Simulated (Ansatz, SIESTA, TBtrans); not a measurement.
# Excess ballistic resistance of one to eight Mo layers in W(110), calculated with PBE

Molybdenum and tungsten share a crystal structure and a number of valence electrons, yet a single Mo plane in W already reflects part of the current. If the film were an ordinary resistor, eight planes should cost eight times as much as one. The problem is to find how the resistance really grows with the number of layers, and how much of it arises at the two interfaces. This matters wherever metal layers are only nanometres thick. The quantity calculated is the excess resistance times area at the Fermi level, measured against unbroken W with the same cell and mesh. All excess values below are in units of 10⁻¹⁵ Ω m². The junctions are hypothetical, with perfectly ordered interfaces.

## Calculations

Mo in W(110), on the host's in-plane lattice. The inserted layers and the host planes next to them were relaxed in the periodic cell with SIESTA (PBE, DZP), the rest held, except with 6 layers, where the starting geometry was kept; forces left on free atoms up to 0.09 eV/angstrom. SIESTA 5.4.2 with TBtrans: numerical atomic orbitals (energy shift 0.01 Ry), norm-conserving pseudopotentials (PseudoDojo), mesh cutoff 300 Ry (200 Ry in the relaxations), electronic temperature 300 K (1200 K in the relaxations), broadening 0.0001 eV. Transport at PBE, DZP, no spin polarisation, from the periodic cell with leads added afterwards; cell area 7.15 angstrom^2, host plane spacing 2.25 angstrom. The same in all rows: mean spacing at the two interfaces: 2.23 Å; mesh across the current: 16x18; channels a spin and cell of the perfect lead on that mesh: 0.895.

Notes on method and selection:

- Spin-orbit coupling is left out.
- Runs without spin polarisation may miss moments on d elements or radicals.
- Ideal interfaces conserve the wavevector across the current; real ones mix and scatter diffusely.
- A coherent film has no bulk resistance, so the excess settles to the sum of two interface terms with oscillations from interference.
- Transmission resolved by wavevector across the current was computed and is not shown.
- The junctions are hypothetical model structures, built for this series.
- Members whose relaxation left forces over 0.3 eV/angstrom or whose runs did not converge are left out.
- Runs whose transmission exceeds the number of channels of the lead are not listed.
- Runs that did not converge, have known faults, used another set of PAW files or may not be shown are not listed.

Columns:

- layers: atomic layers inserted.
- thickness (Å): distance between the host planes on either side, after relaxation (in the starting geometry for 6 layers).
- T at Fermi level (G₀): transmission at the Fermi level per cell, mean of the spins and of the mesh, the zero-temperature conductance in G0 = 2e^2/h.
- share of perfect: T over the lead's channel count.
- excess RA (1e-15 Ω m²): excess resistance times area, area (1/T - 1/N) / G0, with N the channels of the perfect lead.

Input lines of one member:

```
NumberOfAtoms 14
XC.Functional GGA
XC.Authors PBE
PAO.BasisSize DZP
PAO.EnergyShift 0.01 Ry
PAO.SplitNorm 0.15
Mesh.Cutoff 300 Ry
ElectronicTemperature 300 K
Spin non-polarized
TS.Contours.Eq.Pole 2.5 eV
SolutionMethod diagon
```

Command (options for logging and memory left out): `siesta DEV.fdf`

## Table of results

```
member    layers  thickness (Å)  T at Fermi level (G₀)  share of perfect  excess RA (1e-15 Ω m²)
1 layer   1       4.46           0.8080                 0.903             0.111
2 layers  2       6.67           0.7615                 0.851             0.181
3 layers  3       8.87           0.7485                 0.836             0.202
4 layers  4       11.08          0.7538                 0.842             0.193
6 layers  6       15.49          0.7730                 0.864             0.163
8 layers  8       19.90          0.7506                 0.839             0.198
```

## The trend and its physics

The excess rises from 0.111 for one layer to 0.202 for three, and then stays between 0.163 and 0.202 up to eight. It is the smaller part of the whole two-terminal resistance: its fraction is one minus the share of perfect, 1 − 0.903 = 0.097 for one layer and 1 − 0.839 = 0.161 for eight. The rest is the contact resistance of the W lead itself.

A perfect film scatters nothing in its interior, so reflection must come from the change of material. The 4d and 5d bands differ in width and position, and the Mulliken populations show electrons shifted from the interface W planes to the adjacent Mo layers. A simple model follows in three steps.

First, take one electron wave with a fixed wavevector across the current. Each interface reflects it with probability ρ, and it gains a phase θ per Mo layer. If reflection adds no further net phase, summing the repeated reflections in a film of n layers gives

1/T₁ = 1 + F sin²(nθ), with F = 4ρ/(1 − ρ)².

Second, average over the waves. For weak reflection the average of 1/T₁ may stand in for the inverse of the average transmission. Since sin²(nθ) = (1 − cos 2nθ)/2, the excess becomes

y(n) = S (1 − ⟨cos 2nθ⟩), with S = area × F/(2 G₀ N).

For small ρ, F/2 is close to 2ρ, which is one ρ for each interface. S is therefore the sum of two interface terms.

Third, assume that 2θ has a Lorentzian spread centred on zero, whole turns being irrelevant. The average cosine is then rⁿ, with r between 0 and 1, and

y(n) = S (1 − rⁿ).

The two parameters are the plateau S and the factor r by which interference fades with each added layer.

## The model against the table

The model is fixed on the members with one and eight layers. At eight layers rⁿ is negligible, so S = 0.198. The one-layer value then gives

1 − r = 0.111 / 0.198 = 0.561, so r = 1 − 0.561 = 0.439.

The other four members follow, with the difference taken as model minus table.

- **2 layers:** 1 − 0.439 × 0.439 = 0.807, and 0.198 × 0.807 = 0.160. The table has 0.181, a difference of −0.021.
- **3 layers:** 1 − 0.439 × 0.439 × 0.439 = 0.915, and 0.198 × 0.915 = 0.181. The table has 0.202, a difference of −0.021.
- **4 layers:** 1 − 0.439 × 0.439 × 0.439 × 0.439 = 0.963, and 0.198 × 0.963 = 0.191. The table has 0.193, a difference of −0.002.
- **6 layers:** 1 − 0.439 × 0.439 × 0.439 × 0.439 × 0.439 × 0.439 = 0.993, and 0.198 × 0.993 = 0.197. The table has 0.163, a difference of 0.197 − 0.163 = 0.034.

The mean size of the miss is (0.021 + 0.021 + 0.002 + 0.034) / 4 = 0.020. The same four table values scatter about their own mean by 0.013 on average, and a constant 0.198 misses them by roughly 0.015 on average. The fading factor r therefore brings no gain on the members that test it, and it should not be used as a rule for estimating other thicknesses. The useful part of the model is the plateau.

Shared equally between two like interfaces, the eight-layer excess gives 0.198 / 2 = 0.099 for each. The corresponding reflection follows from the share of perfect: (1 / 0.839 − 1) / 2 = 0.096, so roughly a tenth of the current is reflected at each interface if interference averages out. The six-layer excess would give 0.163 / 2 = 0.08 for each, so interference still blurs this share.

## Residuals

The largest departure is at six layers, where the model is too high by 0.034. This is the one member kept in its starting geometry. Its thickness nevertheless fits the series: the steps from four to six and from six to eight layers are both 4.41 Å. The positions of the single planes are not shown.

Interference that fades more slowly than rⁿ could have the right sign, since a film near resonance transmits more. Such slow fading is expected when many waves share nearly the same phase, and the assumption of a Lorentzian spread then fails. Sampling is another possibility, because resonances sharpen in thicker films and a 16x18 mesh may catch them unevenly.

At two and three layers the model is too low by 0.021 each. Here the suspect is the centring of the phases on zero. With another centre the average cosine can turn negative, which lifts the excess above the plateau.

The low one-layer value may also have a second cause. Waves that find no propagating state in Mo can still tunnel through a single plane, and this contribution dies out as the film thickens.

## Summary

Eight layers cost 0.198 / 0.111 = 1.8 times as much as one, not eight times. Between two and eight layers the excess shows no steady growth with thickness, as expected when all of it belongs to the interfaces and their interference. With five and seven layers absent, the period of any oscillation stays open.

Effects left out can exceed the table's whole spread of 0.202 − 0.111 = 0.091. Scattering by heat and defects inside a real film adds resistance: with a resistivity of roughly 10⁻⁷ Ω m, typical of thin transition-metal films, 2 nm contributes roughly 0.2. Intermixing at real interfaces and spin-orbit coupling, which is strong in 5d metals, could shift the values either way.

[Logs are printed without paths, hosts, clocks, repeated set-up lines and the standing remarks that a program may print on its own settings, such as how far it seeks lower states.]
